Question: Where does the rotation angle in Jacobi-sweep orbital localisation come from?

I am coding orbital localisation as a first step towards local MP2. The papers say: rotate each pair of occupied orbitals by an angle fixed by two numbers A and B, and repeat. Where does the formula come from, and why is it the same for Boys, Pipek–Mezey and Edmiston–Ruedenberg? Is convergence to the maximum guaranteed? My test is 2σg and 2σu of N₂. There B = 0, my code takes γ = ¼ arctan(−B/A) = 0, and nothing happens. Is that right?

Answer

No. With B = 0 and A > 0 you are at the minimum along that rotation and the correct angle is 45°; the arctangent has lost the quadrant. The derivation follows, then what a sweep guarantees, then your pair in numbers. Lengths are in bohr.

1. Premises and conventions

(P1) The occupied orbitals φ₁ … φₙ are real and orthonormal, and n is finite. The product φp φq is written pq.

(P2) The functional to be maximised is

 D = Σₖ [kk|kk], (1)

with one and the same bracket for every orbital. The bracket [pq|rs] is real, linear in each of its four orbitals, and symmetric under p↔q, r↔s and pq↔rs. It is thus a symmetric bilinear form on orbital products, and a symbol such as [ij|ii − jj] means [ij|ii] − [ij|jj]. The form need not be positive. If it lacks the symmetry pq↔rs, replace it by its symmetric part, which leaves (1) unchanged.

(P3) The pair i, j is rotated as

 φi′ = cos γ φi + sin γ φj, φj′ = −sin γ φi + cos γ φj, (2)

and all other orbitals are left alone. The opposite sense of rotation reverses the sign of B below, so the convention matters.

The three common criteria satisfy (P2).

Edmiston–Ruedenberg (1963): [pq|rs] = ∬ φp(1)φq(1) r₁₂⁻¹ φr(2)φs(2), in hartree.

Foster–Boys (1960): [pq|rs] = ⟨p|r|q⟩·⟨r|r|s⟩, the dot product of two matrix elements of the position vector, in bohr². The usual aim is to minimise the total spread Σₖ(⟨k|r²|k⟩ − |⟨k|r|k⟩|²). Its first part is the trace of r² over the occupied space, which no orthogonal mixing changes, so minimising the spread is maximising D.

Pipek–Mezey (1989): [pq|rs] = Σ_X Q_X(pq) Q_X(rs) over atoms X, dimensionless. With Mulliken charges, Q_X(pq) = ½(⟨p_X|q⟩ + ⟨q_X|p⟩), where p_X is the part of φp expanded in the basis functions on X. This depends on the coefficients and not only on the function φpφq, but it is linear in p and q and symmetric, which is all that (P2) asks.

The transformation (2) has determinant 1, so a closed-shell Slater determinant, its density and its energy are unchanged.

2. How the products transform

Define

 S = ½(ii + jj), d = ½(ii − jj), x = ij.

Squaring the first line of (2) gives i′i′ = cos²γ ii + sin²γ jj + 2 sin γ cos γ ij. Insert cos²γ = ½(1 + cos 2γ), sin²γ = ½(1 − cos 2γ) and 2 sin γ cos γ = sin 2γ. The second line of (2) gives the same with cos² and sin² exchanged and the sign of the cross term reversed. Hence

 i′i′ = S + w, j′j′ = S − w, w = cos 2γ d + sin 2γ x. (3)

The mixed product is i′j′ = −sin γ cos γ (ii − jj) + (cos²γ − sin²γ) ij, that is

 i′j′ = −sin 2γ d + cos 2γ x. (4)

So S is invariant and the pair (d, x) rotates through the double angle 2γ.

3. The functional along the rotation

Only two terms of (1) change. By bilinearity and symmetry,

 [S + w|S + w] + [S − w|S − w] = 2[S|S] + 2[w|w].

The cross terms +2[S|w] and −2[S|w] cancel, and they do so only because both orbitals enter (1) with the same form and the same weight. Next,

 [w|w] = cos²2γ [d|d] + sin²2γ [x|x] + 2 sin 2γ cos 2γ [d|x].

The double-angle formulas, applied once more, give

 2[w|w] = [d|d] + [x|x] + cos 4γ ([d|d] − [x|x]) + 2 sin 4γ [d|x].

At γ = 0 this equals 2[d|d]. Subtracting,

 D(γ) = D(0) + A(1 − cos 4γ) + B sin 4γ, (5)

 A = [x|x] − [d|d] = [ij|ij] − ¼[ii − jj|ii − jj], (6)

 B = 2[d|x] = [ij|ii − jj]. (7)

Equation (5) is exact for any angle. Its period π/2 has a plain cause: γ → γ + π/2 turns (φi′, φj′) into (φj′, −φi′), a relabelling and a sign, which D cannot see. It suffices to take −π/4 < γ ≤ π/4.

For Boys, A and B do not depend on the origin. A shift of origin by a changes the dipole of a product by −a times its integral, and both ∫d = ½(1 − 1) and ∫x = ⟨i|j⟩ vanish.

4. The maximum

Let ρ = √(A² + B²), and suppose first ρ > 0. The part of (5) that depends on γ is f = −A cos 4γ + B sin 4γ. Expanding the squares shows

 (−A cos 4γ + B sin 4γ)² + (A sin 4γ + B cos 4γ)² = A² + B².

Therefore f ≤ ρ. The vector (−A/ρ, B/ρ) has unit length, so exactly one angle 4γ* in (−π, π] satisfies

 cos 4γ* = −A/ρ, sin 4γ* = B/ρ, (8)

and there f = (A² + B²)/ρ = ρ, so the bound is reached. Writing −A = ρ cos 4γ* and B = ρ sin 4γ* turns (5) into

 D(γ) = D(0) + A + ρ cos 4(γ − γ*),

which has one maximum and one minimum per period, π/4 apart. The gain at the maximum is

 ΔD = A + √(A² + B²) ≥ 0, (9)

since ρ ≥ |A| ≥ −A. Equality needs ρ = −A, that is B = 0 and A ≤ 0. At the minimum the change is A − ρ ≤ 0. If ρ = 0, D does not depend on γ, (8) is undefined, and the pair is skipped.

Setting dD/dγ = 4A sin 4γ + 4B cos 4γ to zero gives only tan 4γ = −B/A, which both extrema satisfy. The principal arctangent has cos 4γ > 0. By (8) that is the maximum when A < 0 and the minimum when A > 0. The safe form is γ* = ¼ atan2(B, −A), where atan2(y, x) is the polar angle of the point (x, y).

From (5), D′(0) = 4B and D″(0) = 16A: B is the gradient and A the curvature. Near convergence A < 0 and |B| ≪ |A|. Then γ* ≈ B/(4|A|), which is the Newton step −D′/D″, and ΔD ≈ B²/(2|A|). To avoid cancellation in (9) for negative A, multiply and divide by ρ − A:

 ΔD = B²/(ρ − A). (10)

A second route confirms the factors. By (3), [w|w] = vᵀGv with the unit vector v = (cos 2γ, sin 2γ) and the symmetric matrix G with G₁₁ = [d|d], G₂₂ = [x|x], G₁₂ = [d|x]. The maximum over v is the larger eigenvalue, ½(G₁₁ + G₂₂) + ½√((G₂₂ − G₁₁)² + 4G₁₂²) = ½(G₁₁ + G₂₂) + ½ρ. Twice its excess over G₁₁ is A + ρ, which is (9).

Equations (3) and (4) also give [w|w] + [i′j′|i′j′] = [d|d] + [x|x] at every angle. The gain in D is therefore twice the fall of [ij|ij]. For Edmiston–Ruedenberg this is the exchange integral of the pair: the step that concentrates each density makes the overlap density ij as weak as it can be.

If the form has rank one, [pq|rs] = Mpq Mrs for one symmetric matrix M, put δ = ½(Mii − Mjj) and ξ = Mij. Then −A + iB = δ² − ξ² + 2iδξ = (δ + iξ)², with i the imaginary unit in this line, so tan 2γ* = ξ/δ = 2Mij/(Mii − Mjj). This is the angle of Jacobi's method for diagonalising M. Boys localisation is thus an approximate joint diagonalisation of the three matrices of x, y and z.

5. What a sweep guarantees

Each step uses A and B of the current orbitals and raises D by (9), so D never decreases. Steps on disjoint pairs may be done at the same time, since they change different terms of (1) and their gains add exactly. Steps on pairs that share an orbital need A and B recomputed in between, otherwise (5) does not describe the second step.

D is a polynomial in the elements of an n × n orthogonal matrix. That set is compact, so D, A and B are bounded. A bounded non-decreasing sequence converges, hence the gains tend to zero. For ρ > 0, (9) and (10) give ΔD ≥ 2A and ΔD ≥ B²/(2ρ), the first since ρ ≥ A and the second since ρ − A ≤ 2ρ. So, for the pair being rotated, B → 0 and the positive part of A → 0.

If every step takes the pair with the largest gain, all gains vanish in the limit, and by continuity every accumulation point of the orbitals has

 Bij = 0 and Aij ≤ 0 for all pairs. (11)

For cyclic sweeps the same follows if all Aij stay below some negative bound. Then γ* → 0, the orbitals change by a vanishing amount during one sweep, and the conditions hold for all pairs at the same point. If some A tends to zero together with its B, the angle need not shrink: D converges, while the orbitals may drift along a flat direction.

The pair rotations generate all rotations, so Bij = 0 for all pairs means that the full gradient vanishes. But Aij ≤ 0 concerns only the diagonal of the Hessian. Rotate the pair (1,2) by a small angle a and (1,3) by b together, with U = exp K and K₁₂ = −K₂₁ = a, K₁₃ = −K₃₁ = b. To second order

 φ₁′ = (1 − ½a² − ½b²)φ₁ + aφ₂ + bφ₃,
 φ₂′ = (1 − ½a²)φ₂ − aφ₁ − ½ab φ₃,
 φ₃′ = (1 − ½b²)φ₃ − bφ₁ − ½ab φ₂.

Collect the terms in ab. The density 1′1′ contains 2a·12 + 2b·13 + 2ab·23, which contributes 4[11|23] + 8[12|13]. The densities 2′2′ and 3′3′ each contain −ab·23 and contribute −2[22|23] and −2[33|23]. The terms in a² and b² follow from D″ = 16A. At a stationary point,

 ΔD ≈ 8A₁₂a² + 8A₁₃b² + C ab, C = 4[11|23] + 8[12|13] − 2[22|23] − 2[33|23]. (12)

This quadratic form has a positive direction when C² > 256 A₁₂A₁₃, even with both A negative. An explicit case is a Boys-type form [pq|rs] = XpqXrs + YpqYrs with X = diag(0, 9, −9) and Y₁₂ = Y₁₃ = 4, Y symmetric and otherwise zero. Every B vanishes, A₁₂ = A₁₃ = 16 − 81/4 = −17/4, A₂₃ = −81 and C = 8·16 = 128. No pair rotation gains anything, yet for a = b equation (12) gives ΔD ≈ (−68 + 128)a² = 60a² > 0. Sweeps can therefore stop at a saddle point, and when they stop at a maximum nothing shown here makes it the global one. The rank-one case is the exception. There D = tr M² − Σ_{p≠q} Mpq² with tr M² invariant, and (11) forces ξ = 0 for every pair (δξ = 0 and ξ² ≤ δ²), which is the global maximum.

6. Range of validity

Equations (5)–(9) are exact under (P1)–(P3). They change when a premise is dropped.

Unequal weights. For Σₖ cₖ[kk|kk] a term 2(ci − cj)[S|w] survives and brings in cos 2γ and sin 2γ. "Quadratic in the densities" must mean the symmetric sum (1). Terms that are invariant, such as a trace or Σₖₗ[kk|ll], may be added freely.

Higher degree. For the fourth power of the charges, (S + w)⁴ + (S − w)⁴ = 2S⁴ + 12S²w² + 2w⁴ with S and w now standing for Q_X(S) and Q_X(w). The term w⁴ adds cos 8γ and sin 8γ. Equation (8) is then at best a trial step, and the increase has to be tested. Powers of the orbital spread and fourth moments are of this kind.

Complex orbitals. With φi′ = cos γ φi + sin γ e^{iθ}φj the changing part of the density is a unit vector in three dimensions applied to d, Re(φi*φj) and Im(φi*φj). The eigenvalue argument of section 4 survives with a 3 × 3 matrix G; the closed form (8) covers only the real slice.

Non-orthogonal orbitals, or atomic weights that are readjusted as the orbitals rotate, fall outside the premises.

For local correlation, note that (4) holds for any one-electron matrix. Two canonical orbitals acquire the Fock element Fi′j′ = ½(εj − εi) sin 2γ, which is largest at 45°. Local MP2 has to keep this coupling in its amplitude equations.

7. The pair 2σg, 2σu of N₂

Symmetry. Take i = g = 2σg and j = u = 2σu. All three forms are unchanged when both arguments are inverted through the midpoint: r₁₂ is unchanged, both dipoles change sign, and the two atoms exchange labels. Now d = ½(gg − uu) is even and x = gu is odd, so [d|x] = −[d|x] and B = 0. By (8), γ* = 45° with gain 2A if A > 0, and γ* = 0 if A < 0. The angle −45° is equivalent to 45°.

For Boys, ⟨g|r|g⟩ = ⟨u|r|u⟩ = 0 about the midpoint, so A = ⟨g|z|u⟩², positive whenever that element is non-zero. For Pipek–Mezey each atom holds ½ of either orbital, so [d|d] = 0 and A = 2q² with q = Q_b(gu) = −Q_a(gu). For Edmiston–Ruedenberg A is the exchange integral [gu|gu] minus ¼[gg − uu|gg − uu], a difference of two positive numbers whose sign has to be computed. I do not evaluate it here.

Model. Atom a is at z = −R/2 and atom b at z = +R/2, with R = 2.074 bohr (about 1.10 Å) taken as a typical bond length, so R/2 = 1.037 bohr. Each atom carries normalised Slater functions s = √(ζ⁵/3π) r e^{−ζr} and p = √(ζ⁵/π) z′ e^{−ζr}, with z′ measured from the atom towards the other atom and ζ = 1.95 from Slater's rules. Inversion maps sa↔sb and pa↔pb. With hybrids h = s + λp (inward) and k = s − μp (outward),

 g = (ha + hb)/√(2n_g), u = (kb − ka)/√(2n_u).

I take λ = 0.5 and μ = 0.35. These are assumed inputs, chosen to resemble the approximate p/s coefficient ratios typical of minimal-basis SCF orbitals of N₂. g and u are orthogonal by parity.

Integrals. Use prolate spheroidal coordinates: ra = ½R(ξ + η), rb = ½R(ξ − η), z = ½Rξη, za′ = ½R(1 + ξη), zb′ = ½R(1 − ξη), volume element (½R)³(ξ² − η²)dξ dη dφ, with ξ from 1 to ∞ and η from −1 to 1. Every a–b product carries e^{−Pξ} with P = ζR = 4.044. The φ integral gives 2π, and the η integral keeps the even powers of η. With Aₙ = ∫₁^∞ ξⁿe^{−Pξ}dξ (integration by parts gives A₀ = e^{−P}/P, Aₙ = (e^{−P} + nAₙ₋₁)/P) and κ = P⁵/16:

 S_ss = ⟨sa|sb⟩ = (κ/3)(2A₄ − (4/3)A₂ + (2/5)A₀) = 0.449, from (ξ² − η²)²;
 S_sp = ⟨pa|sb⟩ = (κ/√3)((4/3)A₃ − (4/15)A₁) = 0.440, from (1 + ξη)(ξ − η)(ξ² − η²);
 S_pp = ⟨pa|pb⟩ = κ(−(2/3)A₄ + (12/5)A₂ − (2/3)A₀) = 0.321, from (1 − ξ²η²)(ξ² − η²);
 t = ⟨pa|z|sb⟩ = ½R(κ/√3)((2/3)A₅ − (16/15)A₃ + (2/5)A₁) = 0.252 bohr, from ξη times the S_sp polynomial.

The one-centre dipole is m = ⟨s|z′|p⟩ = (5/2ζ)(1/√3) = 0.740 bohr, a radial mean ⟨r⟩ = 5/2ζ times the angular factor. Unrounded values are carried below. The norms are

 n_g = 1 + λ² + S_ss + 2λS_sp + λ²S_pp = 2.219,
 n_u = 1 + μ² − S_ss + 2μS_sp − μ²S_pp = 0.942,

and √(n_g n_u) = 1.446.

The element ⟨g|z|u⟩ has four terms, equal in pairs by inversion, so ⟨g|z|u⟩ = (⟨hb|z|kb⟩ + ⟨ha|z|kb⟩)/√(n_g n_u). On atom b, z = ½R − zb′ and ⟨hb|kb⟩ = 1 − λμ, which gives ⟨hb|z|kb⟩ = ½R(1 − λμ) − (λ − μ)m = 0.744 bohr. In the two-centre term, ⟨sa|z|sb⟩ and ⟨pa|z|pb⟩ vanish since these products are even, and ⟨sa|z|pb⟩ = −t, so ⟨ha|z|kb⟩ = (λ + μ)t = 0.214 bohr. The sum is 0.959 bohr and

 z_gu = ⟨g|z|u⟩ = 0.663 bohr.

Boys from the canonical start. A = z_gu² = 0.440 bohr², B = 0, γ* = 45°. D rises from 0 to 2A = 0.879 bohr², and the summed spread of the two orbitals falls by the same amount. The new orbitals (u + g)/√2 and (u − g)/√2 have centroids at +0.663 and −0.663 bohr, the eigenvalues of the 2 × 2 matrix of z, as expected for a rank-one form (x and y vanish between σ orbitals).

Pipek–Mezey. q = ½(⟨g_b|u⟩ + ⟨u_b|g⟩). The two-centre pieces −⟨hb|ka⟩ and +⟨kb|ha⟩ cancel by inversion, leaving q = (1 − λμ)/(2√(n_g n_u)) = 0.285. Then A = 0.163, the gain is 0.326, and D goes from 4·(½)² = 1 to 1.326. The populations of (u + g)/√2 are ½ + q = 0.785 on b and ½ − q = 0.215 on a.

A test with B ≠ 0. Rotate g, u first by 10° according to (2) and call the result i, j. By (3) and (4), ⟨i|z|i⟩ = −⟨j|z|j⟩ = z_gu sin 20° = 0.227 bohr and ⟨i|z|j⟩ = z_gu cos 20° = 0.623 bohr. Then (6) and (7) give A = ⟨i|z|j⟩² − ⟨i|z|i⟩² = 0.337, B = 2⟨i|z|j⟩⟨i|z|i⟩ = 0.283 and ρ = 0.440, all in bohr². From (8), cos 4γ* = −0.766 and sin 4γ* = 0.643, so 4γ* = 140° and γ* = 35°. One step completes the 45°, with gain A + ρ = 0.776 bohr², taking D from 0.103 to 0.879 bohr². The principal arctangent gives γ = −10° and a change A − ρ = −0.103 bohr²: it returns the canonical orbitals. A Newton step −B/(4A) = −12° heads the same wrong way. This makes a good unit test for your code.

How far to trust the numbers. The angle of 45° rests on symmetry and on z_gu ≠ 0 only. The lengths and gains are the model's. Changing λ to 0.4 or 0.6 moves z_gu to 0.76 or 0.57 bohr, so only the first figure carries over to the molecule, and roughly at that. The p admixture cannot be dropped: λ = μ = 0 gives z_gu = R/(2√(1 − S_ss²)) = 1.160 bohr, 1.75 times larger, which is why the inputs were chosen to reproduce the typical hybridisation. Orthogonalisation to the 1s cores is neglected. With a 1s exponent of 6.7 (Slater's rules) the one-centre 1s–2s overlap is 0.23, and its square, 0.05, gives the order of the relative effect, below the sensitivity to λ.

The model's centroids at ±0.66 bohr (0.35 Å) lie between the nuclei at ±1.037 bohr, so these two orbitals are not the lone pairs, whose centroids typically lie outside the nuclei. The 45° rotation is optimal for this pair alone. The lone pairs emerge when the sweep goes on to the pairs with 3σg, where parity no longer forces B to vanish, because the rotated orbitals are neither g nor u.